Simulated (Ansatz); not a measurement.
# A series in volume scale on NbRu3

Results calculated with Ansatz 0.2.0, not measured. Free energy against uniform scaling of the volume at fixed shape and fractions; periodic cell, basis, potentials, k mesh and filling as listed.

The cell before it is scaled or strained (space group Pm-3m, No. 221):
```
CELL_PARAMETERS angstrom
3.88000 0.00000 0.00000
0.00000 3.88000 0.00000
0.00000 0.00000 3.88000
ATOMIC_POSITIONS crystal
Nb 0.00000 0.00000 0.00000
Ru 0.00000 0.50000 0.50000
Ru 0.50000 0.00000 0.50000
Ru 0.50000 0.50000 0.00000
```

Settings of every row: functional r2SCAN; dispersion none; potentials PAW; wave cutoff 600 eV; density cutoff 2400 eV; k mesh 6x6x6; k shift 0x0x0; occupations fermi dirac; smearing width 0.1 eV; spin none.

Limits: coarse k mesh, up to 40 meV an atom off.

```
row  volume scale  V (Å³/atom)  pressure (GPa)  energy above lowest point (meV/atom)
  1          0.92       13.435           26.48                                  83.5
  2        0.9467       13.824           15.75                                  32.5
  3        0.9733       14.213            6.48                                   5.8
  4             1       14.603               ?                                     ?
  5        1.0267       14.993           -8.42                                  12.3
  6        1.0533       15.381          -14.37                                  40.2
  7          1.08       15.771          -19.48                                  81.4
```

Question: what pressure should row 4 give?

Worked fit of pressure. Take u = (V_r/V)^(2/3) − 1 with V_r = 14.603 Å³ an atom, which is twice the finite (Eulerian) strain; such expansions in the strain, on which the Birch-Murnaghan equation of state is built, carry the rest volume and the bulk modulus. The shown rows have u = 0.05715, 0.03722, 0.01821, -0.01742, -0.03401, -0.05. Least squares give pressure = −1.524 + 417.49 × u + 1213.9 × u² + 965 × u³ GPa; a parabola predicts inner rows, each left out in turn, worse (root mean square 0.057 against 0.022 GPa). The rows lie off it by 0.00, 0.00, -0.01, 0.01, -0.01, 0.00. The pressure vanishes at u = 0.0036, or V = 14.52 Å³ an atom, and there the bulk modulus at fixed shape and fractions is B = −V dP/dV = (2/3)(1 + u) dP/du = 285 GPa. The withheld row has u = 0, so the fit gives −1.524 + 417.49 × (0) + 1213.9 × (0)² + 965 × (0)³ = -1.52 GPa.

The calculation gave -1.52 GPa. The fit meets it to the printed digit.

The other values of row 4: energy above lowest point 0 meV/atom.
